**Question**

In the ordered metallic alloy AlCu3, the electronic states have been projected on the s and p orbitals of aluminium. The columns s and p give the density of states, in states per eV and Al atom, against the energy measured from the Fermi energy. Three rows of the empty part of the spectrum are withheld.

Ansatz 0.2.0, r2SCAN with frozen-core PAW, scalar-relativistic, no spin polarization, 500 eV cutoff, 11 × 11 × 11 k points. AlCu3 (Fm-3m, 4 atoms per primitive cell) in the fixed Materials Project cell, cubic edge 5.776 Å. Density of states projected on the Löwdin orbitals of Al, tetrahedron method, 0.4 eV window, energies relative to the Fermi energy.

```
energy (eV)  s (states/(eV atom))  p (states/(eV atom))
      -10.0                  0.07                  0.05
       -9.6                  0.09                  0.07
       -9.2                  0.11                  0.09
       -8.8                  0.14                  0.10
       -8.4                  0.20                  0.12
       -8.0                  0.27                  0.12
       -7.6                  0.30                  0.11
       -7.2                  0.26                  0.14
       -6.8                  0.08                  0.26
       -6.4                  0.19                  0.50
       -6.0                  0.17                  0.33
       -5.6                  0.10                  0.40
       -5.2                  0.04                  0.45
       -4.8                  0.01                  0.55
       -4.4                  0.01                  0.30
       -4.0                  0.04                  0.32
       -3.6                  0.09                  0.42
       -3.2                  0.07                  0.19
       -2.8                  0.06                  0.16
       -2.4                  0.06                  0.18
       -2.0                  0.06                  0.38
       -1.6                  0.08                  0.45
       -1.2                  0.08                  0.46
       -0.8                  0.08                  0.45
       -0.4                  0.08                  0.43
        0.0                  0.07                  0.40
        0.4                  0.06                  0.36
        0.8                  0.05                  0.33
        1.2                  0.04                  0.28
        1.6                  0.03                  0.22
        2.0                  0.03                  0.19
        2.4                  0.06                  0.16
        2.8                  0.17                  0.17
        3.2                     ?                     ?
        3.6                     ?                     ?
        4.0                     ?                     ?
        4.4                  0.12                  0.25
        4.8                  0.13                  0.34
        5.2                  0.08                  0.36
        5.6                  0.06                  0.32
```

Predict s and p in the three withheld rows. Give each value an error bar, and say which part of the prediction rests on physics and which on interpolation.

**Model answer**

An aluminium s orbital in a metal doesn't keep one energy. It combines with orbitals on neighbouring atoms, in phase to form bonding states and out of phase to form antibonding ones, and the crystal spreads both into bands. The bonding part lies low and the antibonding part high, so s weight should be concentrated in two regions and spread more thinly between them. The s peak at -7.6 eV fits the lower region.

Counting states shows that more s weight must lie higher up, though not in what form. One s orbital contributes two states in all, one for each spin, however widely they are spread. The rows from -10.0 to 2.8 eV hold about 1.3 of them. Most of the rest must lie higher, because the s column is already small and falling at the low-energy end of the table.

The known rows also show where the upper region begins. Between 2.4 and 2.8 eV, s climbs from 0.06 to 0.17, while p changes by only 0.01. That looks like the lower edge of a band which is mainly s-like on aluminium. The antibonding character is an argument from bonding theory, since a density of states doesn't record the phases of the orbitals.

Just above such an edge the density normally goes on growing, because the surface of wave vectors that share one energy grows faster than the band steepens. A straight line across the gap would ignore this and put the highest s value at 2.8 eV, where s is still climbing steeply. I therefore use a smooth cubic curve, which meets the rows at 2.8 and 4.4 eV with the slopes found just outside the gap. Two values and two slopes fix it completely.

In the middle of the gap, at 3.6 eV, the cubic has a simple form:

$$
s_{\mathrm{mid}}=\frac{s_1+s_2}{2}+\frac{w}{8}\,(g_1-g_2)
$$

Here $s_1$ and $s_2$ are the s values at 2.8 and 4.4 eV, $w$ is the distance between these rows, and $g_1$ and $g_2$ are the slopes on the lower and upper side. The first term is the straight line. The second raises the curve when s enters the gap climbing steeply and leaves it almost flat.

The lower slope is $(0.17-0.06)/0.4=0.275$ and the upper one $(0.13-0.12)/0.4=0.025$, so that

$$
s_{\mathrm{mid}}=\frac{0.17+0.12}{2}+\frac{1.6}{8}\,(0.275-0.025)=0.145+0.050=0.195
$$

The steep entry thus adds about a third to the straight-line value. The same curve supplies the other two s forecasts.

For p there is no edge to argue from, so I keep the straight line between the same two rows. The forecasts for 3.2, 3.6 and 4.0 eV, in this order, are:

- s: 0.22, 0.20 and 0.14, each ±0.06. This is a hump, highest at 3.2 eV and falling towards 4.4 eV.
- p: 0.19, 0.21 and 0.23, each ±0.10. This is a slow rise without a peak.

Only the further rise of s above the edge rests on physics. Its size, the fall towards 4.4 eV and the whole p forecast rest on interpolation.

The error bars come from a trial on the known rows up to 2.8 eV. Each run of three neighbouring rows that has two more such rows on either side was hidden in turn and bridged by the same rule, and the bar is the root-mean-square miss. It is a typical error, not a limit. Many of these trial gaps lie several eV below the Fermi energy, where both columns are irregular; for p this is probably due in part to mixing with copper 3d states. Between -1.6 and 2.0 eV both columns are smooth, and trials there alone would be expected to give much narrower bars. A gap at a band edge is not smooth, so I keep the wide bars, but landing inside them is a weak test.

**The computed values**

The withheld rows as computed:

```
energy (eV)  s (states/(eV atom))  p (states/(eV atom))
        3.2                  0.25                  0.24
        3.6                  0.22                  0.24
        4.0                  0.13                  0.23
```

The s forecast holds in shape and in size. The hump is there, its highest value is at 3.2 eV, and all three misses are at most half the error bar. The largest is 0.03 too low, about a tenth of the computed 0.25. The straight line would have been too low by about 0.09 in that row.

The p forecast holds within its wide bar but fails in shape. Instead of rising slowly, p steps up to 0.24 at 3.2 eV and then stays nearly level. The forecast is 0.05 too low in that first row, about a fifth of the computed value, and correct at 4.0 eV.

**Remarks on the reasoning**

The miss in p teaches more than the hit in s. I treated the new band as a matter for s alone because p hardly moved at 2.8 eV. That overlooked a warning in the known rows: p had fallen by 0.03 to 0.06 in every row from 0.0 to 2.4 eV, so its halt at 2.8 eV already pointed to new p weight. Moreover, s and p orbitals on one atom are kept apart by symmetry only at special wave vectors. Away from these they mix, so a band that starts s-like can gain p character a little above its edge. This would explain why the main step in p comes one row after the main step in s. But the band energies of the run show two bands starting close together, at 2.1 and 2.5 eV above the Fermi energy, and either may bring p character of its own. Three lower bands also run on through the first withheld row and end only at 3.8 to 4.2 eV, so they may add to p as well, and a further band starts at 4.0 eV, in the last withheld row. The table can't separate these causes. The size of p also depends on the projection. Up to the Fermi energy the two columns hold about 1.1 s and 2.9 p electrons, against three valence electrons for the neutral atom. With only one set of shells per element, the aluminium p orbitals probably pick up weight from the space around copper.

The choice of the cubic needed the physical argument. In the trial on known rows the straight line did slightly better for s, with a typical miss of 0.05 against 0.06. A steep slope can be a good guide at the start of a band, but it is a poor one beside a narrow peak or dip, where the curve soon turns back. The largest misses of the cubic in the trial lie around the narrow dip at -6.8 eV. There the lowest valence band of the run ends, at -7.0 eV, just after the next has begun at -7.4 eV. A peak followed by a dip is expected at such a passage between bands, and it lies below the narrow bands, which start near -5.3 eV. The success in this one gap supports a smooth hump above an edge; it doesn't make the cubic the better rule elsewhere. The printed output after this text compares both curves.

The state count was useful in a different way. After all known rows, 0.54 of the two s states were still unplaced. Spread over three rows of 0.4 eV, they would allow an average of $0.54/1.2=0.45$, about twice what was found. Such a count can show that weight is still to come, but it leaves the position and the height open.

The withheld rows take up 0.24 of those states, which leaves $0.54-0.24=0.30$ outside the energies covered here. Little of this can lie below the table: the lowest valence band of the run starts 11.2 eV below the Fermi energy, not much more than 1 eV under the first row, where s is already down to 0.07. Most of the missing weight is therefore expected above the last row. The bonding argument itself remains open: to test it, one would have to know whether aluminium and copper orbitals are out of phase in the states of the hump.

Output of the analysis:

```
rise of s from 2.4 to 2.8 eV, states/(eV atom): 0.11
rise of p from 2.4 to 2.8 eV, states/(eV atom): 0.01
s states counted in rows -10.0 to 2.8 eV, per Al atom: 1.3
s states left of two after all known rows, per Al atom: 0.544
s forecast by the cubic at 3.2 3.6 4.0 eV, states/(eV atom): 0.2222, 0.195, 0.1428
s error bar, blind test of the cubic, states/(eV atom): 0.0598
s by the rival straight line at 3.2 3.6 4.0 eV, states/(eV atom): 0.1575, 0.145, 0.1325
blind test of the straight line for s, states/(eV atom): 0.04939
p forecast by the straight line at 3.2 3.6 4.0 eV, states/(eV atom): 0.19, 0.21, 0.23
p error bar, blind test of the straight line, states/(eV atom): 0.0996
s computed at 3.2 3.6 4.0 eV, states/(eV atom): 0.25, 0.22, 0.13
s miss of the cubic, forecast less computed, states/(eV atom): 3.2 -0.02781, 3.6 -0.025, 4.0 0.01281
s miss of the straight line, line less computed, states/(eV atom): 3.2 -0.0925, 3.6 -0.075, 4.0 0.0025
p computed at 3.2 3.6 4.0 eV, states/(eV atom): 0.24, 0.24, 0.23
p miss, forecast less computed, states/(eV atom): 3.2 -0.05, 3.6 -0.03, 4.0 0
s states computed in the three withheld rows, per Al atom: 0.24
```
